# One-OPW formula for the Hopfield parameter η and the coupling constant λ

## Statement

Consider a metal with one ion per primitive cell (mass $M$, valence $Z$, cell volume $\Omega_0$) whose conduction states are single orthogonalised plane waves (OPW) on a Fermi sphere of radius $k_F$. Let $w(q)$ be the screened pseudopotential form factor per ion. The mean square electron–ion matrix element on the Fermi surface is

$$\langle I^2\rangle=\frac{1}{2k_F^2}\int_0^{2k_F}q^3\,w(q)^2\,dq=\frac{8}{9}\,k_F^2E_F^2\,\langle v^2\rangle ,\tag{1}$$

with $w(0)=-\tfrac23E_F$, $x=q/2k_F$ and

$$v=\frac{w(q)}{w(0)},\qquad \langle v^2\rangle=\frac{\int_0^{2k_F}q^3v^2\,dq}{\int_0^{2k_F}q^3\,dq}=4\int_0^1x^3v^2\,dx .\tag{2}$$

The Hopfield parameter and the coupling constant are

$$\eta=N(0)\langle I^2\rangle=\frac23\,Z\,k_F^2E_F\,\langle v^2\rangle ,\tag{3}$$

$$\lambda=\frac{\eta}{M\langle\omega^2\rangle}=\frac{k_F^2}{k_{TF}^2}\langle v^2\rangle\frac{\Omega_p^2}{\langle\omega^2\rangle}=\frac{1.51}{r_s}\,\langle v^2\rangle\,\frac{\Omega_p^2}{\langle\omega^2\rangle}.\tag{4}$$

This form goes back to McMillan (1968). Within the model $\eta$ is purely electronic: it depends on neither the phonon spectrum nor the crystal structure, which enter $\lambda$ only through $\langle\omega^2\rangle$.

**Conventions.** Gaussian units are used ($e^2$ stands for $e^2/4\pi\varepsilon_0$ in SI), and $a_0=\hbar^2/me^2$. The electron density is $n=Z/\Omega_0=k_F^3/3\pi^2=3/[4\pi(r_sa_0)^3]$. $N(0)$ is the density of states at $E_F$ per ion and per spin, $k_{TF}$ the Thomas–Fermi wave number, and $\Omega_p^2=4\pi Z^2e^2/(M\Omega_0)$ the squared plasma frequency of the bare ions. $\langle I^2\rangle$ contains the full squared gradient, summed over three Cartesian directions.

## Premises

1. The lattice is a Bravais lattice of $N$ cells with harmonic phonons, and the coupling is linear in the displacements.
2. The bare potential is a sum of rigid, spherical, local ionic pseudopotentials with a Coulomb tail $-Ze^2/r$.
3. The pseudo-wavefunctions are $e^{i\mathbf k\cdot\mathbf r}/\sqrt{N\Omega_0}$ with energy $\epsilon_{\mathbf k}=\hbar^2k^2/2m$, and matrix elements are kept to first order in the pseudopotential.
4. The electrons screen statically and linearly as a uniform gas.
5. Phonon energies are small against $E_F$, so both electron states lie on the Fermi surface.

The Eliashberg function and its moments are defined by

$$\alpha^2F(\omega)=\frac{1}{NN(0)}\sum_{\mathbf k\mathbf k'\nu}|g^\nu_{\mathbf k'\mathbf k}|^2\,\delta(\epsilon_{\mathbf k}-E_F)\,\delta(\epsilon_{\mathbf k'}-E_F)\,\delta(\hbar\omega-\hbar\omega_\nu),\tag{5}$$

$$\lambda=2\int_0^\infty\frac{\alpha^2F}{\omega}\,d\omega,\qquad\langle\omega^2\rangle=\frac{\int\omega\,\alpha^2F\,d\omega}{\int\omega^{-1}\alpha^2F\,d\omega}.\tag{6}$$

The sums run over one spin direction, since the coupling conserves spin, and $g$ is an energy, so $\alpha^2F$ is dimensionless.

## Derivation

### Step 1. The matrix element

Let $U(r)$ be the screened potential of one ion (Step 2 shows that it exists) and $w(q)=\Omega_0^{-1}\int U(r)\,e^{-i\mathbf q\cdot\mathbf r}d^3r$. Displacing the ions from $\mathbf R_l$ by $\mathbf u_l$ changes the potential to first order by $\delta V=-\sum_l\mathbf u_l\cdot\nabla U(\mathbf r-\mathbf R_l)$. With $\mathbf q=\mathbf k'-\mathbf k$, a shift of origin to $\mathbf R_l$ and an integration by parts, which turns $\nabla$ into $i\mathbf q$, give

$$\langle\mathbf k'|\delta V|\mathbf k\rangle=-\frac{i}{N}\,w(q)\sum_l e^{-i\mathbf q\cdot\mathbf R_l}\,\mathbf q\cdot\mathbf u_l .$$

The displacement operator is

$$\mathbf u_l=\sum_{\mathbf Q\nu}\Big(\frac{\hbar}{2MN\omega_{\mathbf Q\nu}}\Big)^{1/2}\mathbf e_{\mathbf Q\nu}\,e^{i\mathbf Q\cdot\mathbf R_l}\big(a_{\mathbf Q\nu}+a^\dagger_{-\mathbf Q\nu}\big),$$

with $\mathbf Q$ in the first Brillouin zone. The vectors $\mathbf e_{\mathbf Q\nu}$ are the orthonormal eigenvectors of the $3\times3$ dynamical matrix $D(\mathbf Q)$, which is real and symmetric for a Bravais lattice and has eigenvalues $\omega^2_{\mathbf Q\nu}$. The lattice sum $\sum_le^{i(\mathbf Q-\mathbf q)\cdot\mathbf R_l}$ equals $N$ if $\mathbf q-\mathbf Q$ is a reciprocal-lattice vector $\mathbf G$ and vanishes otherwise. Each $\mathbf q$ thus selects exactly one $\mathbf Q=\mathbf q-\mathbf G$, with $\mathbf G=0$ for normal and $\mathbf G\neq0$ for umklapp processes. The coefficient of $a+a^\dagger$ is

$$g^\nu_{\mathbf k'\mathbf k}=-i\Big(\frac{\hbar}{2MN\omega_{\mathbf Q\nu}}\Big)^{1/2}(\mathbf e_{\mathbf Q\nu}\cdot\mathbf q)\,w(q).\tag{7}$$

The frequency and polarisation belong to the reduced vector $\mathbf Q$, while the scalar product and the form factor carry the full transfer $\mathbf q$.

### Step 2. Screening and the limit $w(0)$

The bare perturbation has the form of Step 1 with the bare form factor $w_b(q)$. A uniform gas responds to each Fourier component separately. Terms that connect $\mathbf q$ with $\mathbf q+\mathbf G$ need the static lattice potential and are of higher order in the pseudopotential. The self-consistent potential obeys $\delta V=\delta V_b+(4\pi e^2/q^2)[1-G_{xc}(q)]\,\delta n$ and $\delta n=\chi_0\,\delta V$, where the local-field factor $G_{xc}$ carries exchange and correlation and is zero in the random-phase approximation (RPA).

First-order perturbation theory for the filled sphere, both spins included, gives $\chi_0=\frac{4}{(2\pi)^3}\,\mathrm P\!\int_{k<k_F}d^3k\,(\epsilon_{\mathbf k}-\epsilon_{\mathbf k+\mathbf q})^{-1}$. The denominator is $-(\hbar^2/2m)(q^2+2kq\cos\vartheta)$, and the angular integral of $(q^2+2kq\cos\vartheta)^{-1}$ is $(\pi/kq)\ln|(q+2k)/(q-2k)|$. With $u=k/k_F$,

$$\chi_0=-\frac{mk_F}{\pi^2\hbar^2}F_L(x),\qquad F_L=\frac1{2x}\int_0^1u\ln\Big|\frac{u+x}{u-x}\Big|du=\frac12+\frac{1-x^2}{4x}\ln\Big|\frac{1+x}{1-x}\Big| ,$$

where the antiderivative is $xu+\tfrac12(u^2-x^2)\ln|(u+x)/(u-x)|$. This is the Lindhard function, with $F_L(0)=1$ and $F_L(1)=\tfrac12$. The prefactor is the density of states per volume for both spins, $2N(0)/\Omega_0=dn/dE_F=3n/2E_F$, so that

$$N(0)=\frac{3Z}{4E_F},\qquad k_{TF}^2\equiv\frac{8\pi e^2N(0)}{\Omega_0}=\frac{4k_F}{\pi a_0}.\tag{8}$$

Eliminating $\delta n$ gives

$$w(q)=\frac{w_b(q)}{1+(k_{TF}^2/q^2)\,[1-G_{xc}]\,F_L}.\tag{9}$$

Since $w$ depends on $|\mathbf q|$ only, it defines the spherical $U(r)$ of Step 1. As $q\to0$ the Coulomb tail dominates, $w_b\to-4\pi Ze^2/(\Omega_0q^2)$, the core contributes a finite term, and $G_{xc}$ vanishes as $q^2$ because the exchange–correlation kernel is finite there. Therefore

$$w(0)=-\frac{4\pi Ze^2}{\Omega_0k_{TF}^2}=-\frac{Z}{2N(0)}=-\frac23E_F ,\tag{10}$$

whatever the core. This is the neutrality condition: the potential must bind $Z$ electrons per ion, $-2N(0)w(0)=Z$.

### Step 3. The first moment is free of phonons

Write $\langle\langle f\rangle\rangle$ for the average of $f(\mathbf k,\mathbf k')$ over both Fermi surfaces. Each delta function in (5) sums to $NN(0)$, so $\alpha^2F=NN(0)\langle\langle\sum_\nu|g^\nu|^2\delta(\hbar\omega-\hbar\omega_\nu)\rangle\rangle$. Integration over $\omega$ yields $1/\hbar$ and sets $\omega=\omega_\nu$. With (7),

$$\int\omega\,\alpha^2F\,d\omega=\frac{N(0)}{2M}\Big\langle\Big\langle w^2\sum_\nu(\mathbf e_{\mathbf Q\nu}\cdot\mathbf q)^2\Big\rangle\Big\rangle .$$

The factor $\omega_\nu$ has cancelled the $1/\omega_\nu$ of the zero-point amplitude. The three eigenvectors at the one $\mathbf Q$ form a complete basis, so $\sum_\nu(\mathbf e_{\mathbf Q\nu}\cdot\mathbf q)^2=q^2$ for normal and umklapp processes alike. Defining $\langle I^2\rangle=\langle\langle q^2w^2\rangle\rangle$, the moment is $N(0)\langle I^2\rangle/2M$. By (6) the same moment equals $\lambda\langle\omega^2\rangle/2$. Equating the two gives $\lambda=\eta/M\langle\omega^2\rangle$ with $\eta=N(0)\langle I^2\rangle$.

The other moment shows what $\langle\omega^2\rangle$ averages. Using $\sum_\nu\mathbf e_\nu\mathbf e_\nu^{T}/\omega_\nu^2=D^{-1}$,

$$\frac1{\langle\omega^2\rangle}=\frac{\langle\langle w^2\,\mathbf q\cdot D^{-1}(\mathbf Q)\,\mathbf q\rangle\rangle}{\langle\langle w^2q^2\rangle\rangle}.\tag{11}$$

It is a harmonic mean of $\omega^2$ weighted with the coupling, not a moment of the phonon density of states.

### Step 4. The average over the sphere

On a sphere the density of states is uniform in solid angle, and $q^2w^2$ depends only on the angle $\theta$ between $\mathbf k$ and $\mathbf k'$, so $\langle\langle f\rangle\rangle=\tfrac12\int_0^\pi f\sin\theta\,d\theta$. From $q^2=2k_F^2(1-\cos\theta)$ follows $q\,dq=k_F^2\sin\theta\,d\theta$, with $q$ running from $0$ to $2k_F$. Hence

$$\langle\langle f\rangle\rangle=\frac1{2k_F^2}\int_0^{2k_F}q\,f(q)\,dq ,\tag{12}$$

which is normalised, and $f=q^2w^2$ gives the first form of (1). Because $\int_0^{2k_F}q^3dq=4k_F^4$, definition (2) gives $\langle I^2\rangle=2k_F^2\,w(0)^2\langle v^2\rangle$. Inserting $w(0)^2=\tfrac49E_F^2$ completes (1), and multiplying by $N(0)=3Z/4E_F$ gives $\tfrac34\cdot\tfrac89=\tfrac23$ and (3).

### Step 5. Scaling with the ionic plasma frequency

Use $w(0)=-Z/2N(0)$ to write $\eta=Z^2k_F^2\langle v^2\rangle/2N(0)$, and divide by $M\Omega_p^2=4\pi Z^2e^2/\Omega_0$:

$$\frac{\eta}{M\Omega_p^2}=\frac{k_F^2\,\Omega_0}{8\pi e^2N(0)}\langle v^2\rangle=\frac{k_F^2}{k_{TF}^2}\langle v^2\rangle=\frac{\pi}{4}k_Fa_0\,\langle v^2\rangle .$$

The valence has cancelled. The two expressions for $n$ give $k_Fa_0=(9\pi/4)^{1/3}/r_s=1.919/r_s$, so the coefficient is $1.507/r_s$, rounded to $1.51/r_s$ in (4). This proves (4).

### A solvable limit

Define $\gamma=k_{TF}^2/4k_F^2=1/(\pi k_Fa_0)$, so that the prefactor in (4) is $1/4\gamma$. For point ions with Thomas–Fermi screening ($F_L=1$, $G_{xc}=0$), $v=\gamma/(x^2+\gamma)$, and the substitution $t=x^2$ gives

$$\langle v^2\rangle=2\gamma^2\int_0^1\frac{t\,dt}{(t+\gamma)^2}=2\gamma^2\Big[\ln\Big(1+\frac1\gamma\Big)-\frac1{1+\gamma}\Big].\tag{13}$$

Thus $\langle v^2\rangle$ itself depends on $r_s$, and (4) does not state that $\lambda\propto1/r_s$. If the ions form a continuum with the single longitudinal branch $\omega^2=\Omega_p^2x^2/(x^2+\gamma)$, then (4) and (11) give $\lambda=\gamma\int_0^1x\,dx/(x^2+\gamma)=\tfrac{\gamma}{2}\ln(1+1/\gamma)$. The same value follows from (12) for the screened repulsion $N(0)\langle\langle4\pi e^2/[\Omega_0(q^2+k_{TF}^2)]\rangle\rangle$. The phonon attraction cancels the static repulsion, as it must when mobile ions screen a static charge completely, which tests the prefactor.

## The empty-core form factor

Ashcroft's model (1966) sets the bare potential to zero for $r<r_c$ and to $-Ze^2/r$ outside. With a convergence factor $e^{-\kappa r}$,

$$w_b=-\frac{4\pi Ze^2}{\Omega_0q}\int_{r_c}^\infty\sin(qr)\,e^{-\kappa r}dr=-\frac{4\pi Ze^2}{\Omega_0q}\,e^{-\kappa r_c}\frac{\kappa\sin qr_c+q\cos qr_c}{\kappa^2+q^2}\;\to\;-\frac{4\pi Ze^2}{\Omega_0q^2}\cos qr_c$$

as $\kappa\to0$. Inserting this in (9), dividing by (10) and then dividing numerator and denominator by $4k_F^2$ gives

$$v(x)=\frac{\gamma\cos\beta x}{x^2+\gamma\,[1-G_{xc}]\,F_L(x)},\qquad\beta=2k_Fr_c .\tag{14}$$

## Range of validity

**Fermi sphere inside the zone.** The state $\mathbf k$ mixes with $\mathbf k-\mathbf G$ with amplitude $w(G)/(\epsilon_{\mathbf k}-\epsilon_{\mathbf k-\mathbf G})$. For $2k_F<G$ the denominator is smallest for $\mathbf k\parallel\mathbf G$, where its magnitude is $E_F(s^2-2s)$ with $s=G/k_F$. The amplitude must be small, and it corrects (7) in first order.

**Failure for $2k_F>G$.** Then $\mathbf q$ can reach $\mathbf G$, where $\mathbf Q\to0$ and the phonon is a rigid translation. The exact element of $\nabla V$ is proportional to that of the commutator $[H,\mathbf p]$, which vanishes between eigenstates of equal energy, whereas (7) leaves $\mathbf G\,w(G)\neq0$. By (12) and isotropy the density of transfers in $\mathbf q$ space is $1/(8\pi k_F^2q)$, finite at $\mathbf G$, so (7) gives $\alpha^2F\propto\int d^3Q\,\omega_Q^{-1}\delta(\omega-\omega_Q)\propto\omega$. Normal processes, with $|g|^2\propto q^2/\omega$, give $\omega^2$. The spurious linear term affects the $\omega^{-1}$ moment more than the first moment, so $\lambda$ suffers more than $\eta$. For Al with its typical fcc structure and $Z=3$, $2k_F/G_{111}=1.30$, and several OPWs are needed. Metals with $d$ states near $E_F$, such as Cu or W, violate premise 3 outright.

**Non-local pseudopotentials.** Translating an ion still multiplies its matrix element by $e^{-i\mathbf q\cdot\mathbf R}$, and for a spherical ion with $k=k'=k_F$ the element depends on $q$ alone. The first form of (1) survives with this on-shell form factor, while (8) and (10) acquire corrections from the altered density of states and normalisation.

**Several ions per cell.** The completeness argument then runs over all branches, and structure factors enter. Equations (1) to (4) are stated for one ion.

**Adiabatic and harmonic limits.** Premises 4 and 5 need $\hbar\omega\ll E_F$. Premise 1 omits the Debye–Waller factor $e^{-q^2\langle u_x^2\rangle}$ on $w^2$ and so needs $4k_F^2\langle u_x^2\rangle\ll1$.

## Illustration: sodium

Typical or assumed inputs: $Z=1$, bcc structure, $r_s=3.93$, $r_c=1.66\,a_0$, $M=22.99$ u, Debye temperature $\Theta_D=158$ K. Screening is RPA unless stated.

The electron-gas quantities are $k_F=0.4883\,a_0^{-1}=0.9228$ Å$^{-1}$, $E_F=3.245$ eV, $w(0)=-2.163$ eV, $N(0)=0.231$ eV$^{-1}$, $\gamma=0.6518$ and $\beta=1.621$. The node of $v$ lies at $x=\pi/2\beta=0.969$.

| $x$ | $F_L$ | $v$ | $4x^3v^2$ |
|---|---|---|---|
| 0.2 | 0.987 | 0.905 | 0.026 |
| 0.4 | 0.945 | 0.670 | 0.115 |
| 0.6 | 0.870 | 0.396 | 0.135 |
| 0.8 | 0.747 | 0.156 | 0.050 |
| 1.0 | 0.500 | −0.025 | 0.002 |

Numerical integration of (2) gives $\langle v^2\rangle=0.0650$. Point ions, by (13), would give $0.276$, larger by a factor $4.2$. Since $F_L\le1$ only raises $|v|$, the whole reduction comes from the core factor $\cos\beta x$, whose node falls where the weight $x^3$ is largest. Equations (1) and (3) give the model's values

$$\langle I^2\rangle=0.518\ \text{eV}^2\,\text{Å}^{-2},\qquad\eta=0.120\ \text{eV}\,\text{Å}^{-2}.$$

The ionic plasma energy is $\hbar\Omega_p=29.55$ meV and the prefactor is $1.507/3.93=0.3835$, so $\lambda=0.0249\,\Omega_p^2/\langle\omega^2\rangle$.

For the phonon average assume a Debye spectrum with frequency-independent coupling, $\alpha^2F\propto\omega^2$ up to $\omega_D=k_B\Theta_D/\hbar$. Then (6) gives $\langle\omega^2\rangle=(\omega_D^4/4)/(\omega_D^2/2)=\omega_D^2/2$. With $k_B\Theta_D=13.62$ meV, $\hbar\langle\omega^2\rangle^{1/2}=9.63$ meV and $\Omega_p^2/\langle\omega^2\rangle=9.42$, so the model's coupling constant is

$$\lambda=0.0249\times9.42=0.23 .$$

The neglected terms have the following sizes.

- **Local field.** The Hubbard form $G_{xc}=q^2/[2(q^2+k_F^2)]=2x^2/(1+4x^2)$ in (14) raises $\langle v^2\rangle$ to $0.092$, a factor $1.4$ at fixed $r_c$. This is the largest electronic correction listed here, and it means that $r_c$ must be used with the screening for which it was chosen.
- **Core radius.** An assumed $r_c=1.76\,a_0$ lowers the RPA value to $0.055$.
- **OPW mixing.** For bcc with $Z=1$, $s=G_{110}/k_F=2\pi\sqrt2/(6\pi^2)^{1/3}=2.280$, so $2k_F/G_{110}=0.877$ and no transfer reaches $\mathbf G$. At $x=s/2=1.140$, (14) gives $v=-0.118$ and $w(G_{110})=0.079\,E_F$. With $s^2-2s=0.638$ the largest amplitude is $0.12$, reached only along the twelve $\langle110\rangle$ directions. Corrections of order ten per cent to $\eta$ cannot be excluded.
- **Retardation.** $\hbar\Omega_p/E_F=0.0091$.
- **Debye–Waller factor.** At $T=0$, $\langle u_x^2\rangle=(\hbar/2M)\overline{\omega^{-1}}=3\hbar/(4M\omega_D)=0.0100$ Å$^2$ for the Debye spectrum, so the exponent is at most $4k_F^2\langle u_x^2\rangle=0.034$.
- **Phonon average.** The nearest zone face lies at $x=s/4=0.570$, and a fraction $0.59$ of the integral (2) comes from smaller $x$. These transfers are all normal processes, which couple through $\mathbf e\cdot\mathbf q$ mainly to the longitudinal branch. This tends to raise $\langle\omega^2\rangle$ above $\omega_D^2/2$, while umklapp coupling to soft transverse modes works the other way. Only (11) with the actual $D(\mathbf Q)$ fixes the balance.

The arithmetic carries three figures, but the model fixes $\eta$ only to some tens of per cent and $\lambda$ to one figure. Values typically quoted for sodium lie around $0.15$ to $0.2$, as typical knowledge and not as a measurement, so the model's $\lambda=0.23$ misses on the high side, by a factor of about $1.3$ from the middle of that range.